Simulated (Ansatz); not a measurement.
## Abstraction of Cl: CHClF2 + C4H9O → CHF2 + C4H9ClO

Species: CHClF2 (difluorochloromethane) `FC(F)Cl`, singlet; C4H9O `[CH2]COCC`, doublet; CHF2 `F[CH]F`, doublet; C4H9ClO (2-chloroethyl ethyl ether) `CCOCCCl`, singlet. A radical takes Cl: the energy is the difference in strength between two C–Cl bonds in different surroundings.

Shapes, held fixed at every level: PBE0-D4/def2-TZVP. Flexible molecules stand in one conformer, not always the lowest. Programs: Ansatz 0.2.0. Electronic energies: no zero-point or thermal term.

Q: Estimate ΔE of this reaction.

A: The highest level, CCSD(T)/CBS estimate, gives ΔE = -6.2 kJ/mol; the levels span -9.7 to +2.0. They disagree on the sign: 1 of 8 are positive. The column of differences is taken from that level and isn't an error. No measured value is set beside it here. Open shells run unrestricted. The CBS estimate extrapolates MP2 from def2-TZVPP and def2-QZVPP and adds CCSD(T) − MP2 in the triple-zeta set, cores frozen.

```tsv
level	kind	ΔE (kJ/mol)	less CCSD(T)/CBS estimate
MP2/def2-TZVPP	perturbation theory	-9.7	-3.5
HF/def2-TZVPP	Hartree–Fock	-9.5	-3.3
r2SCAN-D4/def2-TZVPP	meta-GGA	+2.0	+8.2
B3LYP-D4/def2-TZVPP	global hybrid	-5.4	+0.8
PBE0-D4/def2-TZVPP	global hybrid	-4.6	+1.6
B2PLYP/def2-TZVPP	double hybrid	-7.6	-1.4
CCSD(T)/def2-TZVPP	coupled cluster or CI	-6.0	+0.2
CCSD(T)/CBS estimate	coupled cluster or CI	-6.2	0.0
```

Chlorine transfer to the ether radical is weakly downhill in electronic energy, so the C–Cl bond formed is slightly stronger than the one broken. The balance is close because one carbon–chlorine bond replaces another and one carbon-centred radical replaces another, so much of the bond energy and its correlation contribution cancels.

What remains probably reflects competing substituent effects. Fluorine lone pairs stabilise the CHF2 radical, but they also strengthen the bonding in CHClF2 by donating into the C–Cl antibonding orbital. In the ether radical, the oxygen is one carbon removed from the radical centre and cannot conjugate with it directly.

Coupled cluster barely changes on basis-set extrapolation, and both global hybrids stay close to it, which supports a small negative value; r2SCAN-D4 alone reverses the sign. The sign of the reaction enthalpy is less secure, since the alkyl radical centre goes from nearly planar to tetrahedral while CHF2 is already pyramidal, and the resulting vibrational change could rival the electronic term.
